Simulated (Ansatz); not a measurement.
**Ligand exchange: BH(CH3)Cl + C3H8MgO → BH(CH3)(OH) + C3H7ClMg**

Gas-phase species: BH(CH3)Cl, singlet; C3H8MgO `C[CH](C)[Mg][OH]`, singlet; BH(CH3)(OH), singlet; C3H7ClMg `C[CH](C)[Mg][Cl]`, singlet. The partners trade Cl for OH: B–Cl and Mg–OH bonds give way to B–OH and Mg–Cl.

Shapes, held fixed at every level: PBE0-D4/def2-TZVP. Flexible molecules stand in one conformer, not always the lowest. Programs: Ansatz 0.2.0. The zero-point and thermal change to 298 K, harmonic and unscaled (PBE0-D4/def2-TZVP), is +6.6 kJ/mol.

| level | kind | ΔH(298 K) (kJ/mol) | less CCSD(T)/def2-TZVPP |
| --- | --- | --- | --- |
| HF/def2-SVP | Hartree–Fock | -147.2 | -24.6 |
| r2SCAN-D4/def2-TZVPP | meta-GGA | -124.1 | -1.5 |
| B3LYP-D4/def2-TZVPP | global hybrid | -123.9 | -1.3 |
| PBE0-D4/def2-TZVPP | global hybrid | -126.0 | -3.4 |
| r2SCAN0-D4/def2-TZVPP | global hybrid | -127.7 | -5.1 |
| B2PLYP/def2-TZVPP | double hybrid | -123.0 | -0.4 |
| MP2/def2-SVP | perturbation theory | -131.7 | -9.1 |
| CCSD(T)/def2-TZVPP | coupled cluster or CI | -122.6 | 0.0 |

The highest level, CCSD(T)/def2-TZVPP, gives ΔH(298 K) = -122.6 kJ/mol; the levels span -147.2 to -122.6. The column of differences is taken from that level and isn't an error. No measured value is set beside it here. Outer-core shells of Mg are correlated, in sets that cover them unevenly. Sets without diffuse functions underbind ionic bonds of s-block metals.

Every level makes the transfer of hydroxide to boron and chloride to magnesium strongly exothermic, with -122.6 kJ/mol from coupled cluster. The driving force is probably the boron–oxygen bond. Oxygen is a better π donor than chlorine into the empty boron p orbital, and its compact 2p shell overlaps well with boron, adding to a strong, polar σ bond. Magnesium also binds hydroxide firmly, but its largely ionic bonds gain little from π donation, so exchanging hydroxide for chloride there costs less than boron gains.

The density functionals all lie close to the coupled-cluster value, whereas Hartree–Fock exaggerates the exothermicity most. In the same small basis, MP2 removes much of that excess, which suggests that correlation favours the reactant side; the rest of its offset may reflect the basis as much as the perturbative treatment. The sign of the reaction enthalpy is therefore secure, but it can't be carried over quantitatively to ether solution, where solvent coordination and aggregation alter the relative stability of the magnesium species.
